Working notes: how far a density-matrix buffer must reach in a GaAs 2D electron gas

System. One subband of a GaAs well, n = 3×10¹¹ cm⁻², two equal spins, parabolic band with the compiled mass m* = 0.067 mₑ (Vurgaftman 2001). An assumed 20 nm well with infinite barriers puts the second subband 42 meV higher, so I drop it. Then kF = √(2πn) = 0.1373 nm⁻¹, λF = 45.8 nm, EF = ħ²kF²/2m* = 10.72 meV, TF = 124 K. With the compiled ε = 12.87 (300 K, Rakita 2019), aB* = 10.2 nm and rs = 1.01, so interaction is not small. What I study is the Kohn-Sham density matrix, which for the uniform gas is the free one. All accuracies and costs below are this model's. Notation: x = kF r, t = kT/EF, ρ is for one spin.

1. The decay

At T = 0, ρ(r) = ∫ over |k| < kF of dᵈk/(2π)ᵈ exp(ik·r). In 2D the angle gives 2πJ0(kr), and ∫ k J0(kr) dk from 0 to kF is kF J1(kF r)/r. The three cases:
1D: sin(kF r)/(π r)
2D: kF J1(kF r)/(2π r)
3D: kF² j1(kF r)/(2π² r)
All are (kF/2πr)^(d/2) J_(d/2)(kF r). Since |J| has the envelope √(2/πx), ρ oscillates under r^(−(d+1)/2): one power from the step in occupation and half a power from each of the d − 1 curved directions of the Fermi surface.

In 2D, ρ(0) = kF²/4π and ρ/ρ(0) = 2J1(x)/x, envelope 2√(2/π) x^(−3/2). It reaches 1 % at x = 29.4, r = 214 nm. Idempotency gives ∫ρ² d²r = ρ(0), and d(J0² + J1²)/dx = −2J1²/x, so the share of this weight beyond X = kF R is exactly J0(X)² + J1(X)² ≈ 2/(πX), still 0.02 at 214 nm. No matrix of range R comes closer to ρ in the Frobenius norm.

2. Methods and their cost

Target: the local density at chemical potential μ = EF and T = 0, which one SCF step needs. Basis: a sine discrete-variable grid of spacing a = λF/4 = 11.44 nm, which carries the exact kinetic energy of every hard-wall box state up to k = π/a = 2kF per axis, so the free model has no grid error. The occupied fraction is ν = (kF a)²/4π = π/16 = 0.196. Work is in multiply-adds, memory in words, one spin counted.

D, diagonalise all N sites. Standard counts are (2/3)N³ for tridiagonal reduction, νN³ for transforming the occupied vectors back and (ν/2)N³ for the symmetric ρ, together 0.96 N³. I write N³. Memory N². Exact up to rounding.

T, divide and conquer with sharp occupations. Tile the plane with square cores of side c, add a buffer R on each side, close with hard walls, diagonalise, fill to the common μ, keep the core. Work per site is ((c + 2R)/a)⁶/(c/a)². Its logarithmic derivative 6/(c + 2R) − 2/c vanishes at c = R, so, with R/a = 2X/π,
w = 729 (R/a)⁴ = 119.7 X⁴ per site, memory (3R/a)⁴ = 13.3 X⁴
for one subsystem at a time, plus O(N) output.

S, the same with Fermi occupations at an artificial t. Same w(X), smaller X.

Nw = N³ at N* = 27(R/a)², a square of side L* = √27 R = 5.2 R. The factor 0.96 cancels in this ratio. Smaller edge tiles are ignored, so the count is crude near L*.

3. Deviation of T

At the centre of a hard-wall square of side 2R the method of images is exact for free particles:
δn/n = Σ over (m,l) ≠ (0,0) of (−1)^(m+l) ρ(2R√(m² + l²))/ρ(0).
The buffer error is thus the density matrix itself at 2R and beyond. Let r(σ) be the number of integer points with m² + l² = σ; they share the sign (−1)^σ. Different shells oscillate in X with different frequencies 2√σ, so averaged over X their squares add (I take the exchange of sum and average for granted). The mean of [2J1(u)/u]² is 4/(πu³), with u = 2X√σ, hence
⟨(δn/n)²⟩ = (1/2πX³) Σ r(σ)² σ^(−3/2).
r/4 is multiplicative. With z = p^(−3/2), the Euler factors of its square are 1/(1 − z) for p = 2, (1 + z)/(1 − z)³ for p ≡ 1 and 1/(1 − z²) for p ≡ 3 mod 4. Their product gives Σ = 16 ζ(3/2)² β(3/2)²/[(1 + 2^(−3/2)) ζ(3)] = 50.16, with β the Dirichlet beta function, and
rms δn/n = 2.825 X^(−3/2).
The four nearest images alone give 1.596; at T = 0 the far ones matter. At a corner of the core in the real 3R box the images are a subset of the same lattice, so this rms bounds it. Other core points lie farther from the walls, and I use the formula for all.

A direct count: only odd-odd states are nonzero at the centre, with density 1/R² each, so n_box/n = 4πK/X², K being the number of odd pairs with n₁² + n₂² ≤ (2X/π)². X = 42 has K = 139 and δn/n = −0.0098 (rms 0.0104); X = 44 has K = 154 and −0.0004. Convergence is erratic, and one good X proves nothing.

So X ∝ ε^(−2/3) for accuracy ε and w ∝ ε^(−8/3), a factor 464 per decade.

4. Deviation of S

Buffer part. f(H) = 1/2 + kT Σ (μ + iωⱼ − H)⁻¹ over the Matsubara frequencies ωⱼ = (2j + 1)πkT, and the 2D resolvent is −(m*/πħ²) K0(−ikr) with Im k > 0. For r > 0,
ρ_T/ρ(0) = −4t Σ over j ≥ 0 of Re K0(−iκⱼx), κⱼ = √(1 + iπt(2j + 1)).
The first pole, κ = κ₀, has the envelope 2πt √(2/(π|κ|x)) exp(−x Im κ), with Im κ ≈ πt/2 at small t. Four images at x = 2X, with 1/√2 for the rms, give
B = 4√(2π) t (|κ|X)^(−1/2) exp(−2X Im κ), 4√(2π) = 10.03.
In the first table 2X Im κ is at least 3.91, where the second shell raises B by 1 %.

Smearing bias. The uniform gas has a constant density of states g, so n_T/n = t ln(1 + e^(1/t)) and the bias is t ln(1 + e^(−1/t)), exponentially small. That is a gift of the flat 2D g. In general the Sommerfeld term adds (π²/6) t² s, with s = EF² g′/n for the local density of states at μ. At distance y from a hard wall one image gives g(ε, y) = g[1 − J0(2ky)], so s = kF y J1(2kF y), whose envelope √(kF y/π) keeps growing with y until the expansion fails at the thermal length. The full wall bias is the part of the T = 0 Friedel term J1(2kF y)/(kF y) that smearing damps out. Averaging its phase over −∂f/∂ε multiplies it by z/sinh z, z = πt kF y, so the bias has the envelope π^(−1/2) (kF y)^(−3/2) (1 − z/sinh z) = π t^(3/2) z^(−3/2) (1 − z/sinh z). This peaks at z = 1.6, kF y = 0.52/t, with amplitude 0.507 t^(3/2) and rms 0.358 t^(3/2). Farther out the rms is (2π)^(−1/2) (kF y)^(−3/2), which falls to 10⁻² at y = 85 nm and to 10⁻³ at 395 nm. I carry two cases, s = 0 (uniform interior, well beyond these distances) and "wall" (the worst distance from one straight wall, bias 0.358 t^(3/2), an rms like those of T and B), and count bias + B as the deviation.

Near a wall t ∝ ε^(2/3). At fixed tX and small t, B also scales as t^(3/2), so X ∝ ε^(−2/3) and w ∝ ε^(−8/3), the powers of T with a smaller prefactor. For s = 0, t ~ 1/ln(1/ε) and X ~ ln²(1/ε).

5. Table

X is the smallest integer meeting ε, to within one unit. Bias and buffer term in 10⁻³.

ε | method | t | X | R/nm | bias | buffer | w | memory | L*/µm
10⁻² | T | 0 | 44 | 320 | 0 | 9.7 | 4.5×10⁸ | 5.0×10⁷ | 1.67
10⁻² | S, wall | 0.07 | 18 | 131 | 6.6 | 3.2 | 1.3×10⁷ | 1.4×10⁶ | 0.68
10⁻² | S, s=0 | 0.25 | 7 | 51 | 4.5 | 5.1 | 2.9×10⁵ | 3.2×10⁴ | 0.26
10⁻³ | T | 0 | 200 | 1457 | 0 | 1.0 | 1.9×10¹¹ | 2.1×10¹⁰ | 7.57
10⁻³ | S, wall | 0.015 | 83 | 605 | 0.66 | 0.33 | 5.7×10⁹ | 6.3×10⁸ | 3.14
10⁻³ | S, s=0 | 0.16 | 14 | 102 | 0.31 | 0.45 | 4.6×10⁶ | 5.1×10⁵ | 0.53

The decade costs a factor 427 for T (464 before rounding X up), 452 for S near a wall and 16 at s = 0. T costs 36 and 34 times what S near a wall costs.

Two squares. L = 1 µm has N = 7639 sites and 3000 electrons, and D needs 4.5×10¹¹ operations and 5.8×10⁷ words. L = 10 µm has N = 7.64×10⁵, with 4.5×10¹⁷ and 5.8×10¹¹. Work of D over work of the method, N²/w:

ε | method | 1 µm | 10 µm
10⁻² | T | 0.13 | 1.3×10³
10⁻² | S, wall | 4.6 | 4.6×10⁴
10⁻² | S, s=0 | 203 | 2.0×10⁶
10⁻³ | T | 3.0×10⁻⁴ | 3.0
10⁻³ | S, wall | 0.010 | 103
10⁻³ | S, s=0 | 13 | 1.3×10⁵

6. Two neglected terms that compete

Real walls. The tables measure against the extended gas, or a gas with one wall. A coherent hard-wall device has its whole lattice of images, which a buffer shorter than the device misses. At the centre they are 2.825 (kF L/2)^(−3/2), that is 5.0×10⁻³ for 1 µm and 1.6×10⁻⁴ for 10 µm. I add this to B in quadrature. It rules out 10⁻³ at 1 µm for any buffer well inside the device. At 10⁻² and 1 µm it forces t = 0.22, X = 8 for s = 0 (total 8.6×10⁻³, 119 times cheaper than D) and t = 0.05, X = 23 for the wall case (total 9.7×10⁻³, only 1.7 times cheaper). At 10 µm the wall row for 10⁻³ goes to a total of 1.02×10⁻³, which X = 85 repairs.

Nonparabolicity. If the Hamiltonian has ε(1 + αε) = ħ²k²/2m*, then g ∝ 1 + 2αε. With the approximate two-band α ≈ 1/Eg and the compiled gap 1.519 eV (Vurgaftman 2001), s ≈ 2EF/Eg = 0.014. At t = 0.16 this adds 0.59×10⁻³ of bias, more than the 0.31 in the table, and breaks that row. t = 0.14 with X = 16 restores it (total 0.92×10⁻³), and X = 8 restores the 10⁻² row. Each repair costs a factor 1.7.

7. Choices for stated accuracy (T = 0 target)

1 µm, 10⁻²: S with X = 8 for the uniform interior. Near a wall I take D, since a factor 1.7 is within the crudeness of my tile count and D is exact.
1 µm, 10⁻³: D.
10 µm, 10⁻²: S, X = 18 near a wall, 7 to 8 in the interior.
10 µm, 10⁻³: S, X about 85 near a wall, some 90 times cheaper than D (t = 0.012, X = 99 and 51 times if the amplitude of the wall bias is counted in place of its rms); 14 to 16 in the interior.
T is never the cheapest. At 10⁻³ it overtakes D only beyond 7.6 µm.

8. Best inside budgets, 10 µm square

A work budget W allows X ≤ (W/119.7N)^(1/4).

W | X | memory | T | S, wall | S, s=0
10¹³ | 18 | 1.4×10⁶ | 0.037 | 0.0099 (t = 0.07) | 2.5×10⁻⁴ (t = 0.14)
10¹⁵ | 57 | 1.4×10⁸ | 0.0066 | 0.0017 (t = 0.022) | below 10⁻⁶ (t = 0.075)

S is best in both. With s = 0.014 the 2.5×10⁻⁴ becomes 7×10⁻⁴, and the last entry means nothing beside the 1.6×10⁻⁴ from the device walls. At 10¹⁸ operations D fits and is exact, if its 5.8×10¹¹ words are there. A cap of 10⁹ words limits D to L = 2.0 µm and the buffers to X = 93, which excludes T at 10⁻³ and admits every S row.

9. When the temperature is real

For a sample at 4.2 K, t = 0.034 is physics and the bias is zero, near walls too. B < 10⁻³ then needs X = 38, R = 277 nm, L* = 1.4 µm, and the wall images of the 1 µm square drop to 3×10⁻⁵ at its centre. D stays cheaper at 1 µm; at 10 µm S wins by 2.3×10³. The wall row at 10⁻³ smears with only 1.9 K, so there the T = 0 target asks for more than a 4.2 K sample holds.

The ranking covers these three methods, with dense solvers inside every box. A polynomial expansion of f(H) inside the boxes, or a sparse factorisation at the poles, would change w(X) and L*. The relation between X and accuracy for a hard-wall buffer would stay, since it is set by ρ at 2R: X^(−3/2) with a sharp Fermi circle, exp(−2X Im κ) with a smeared one.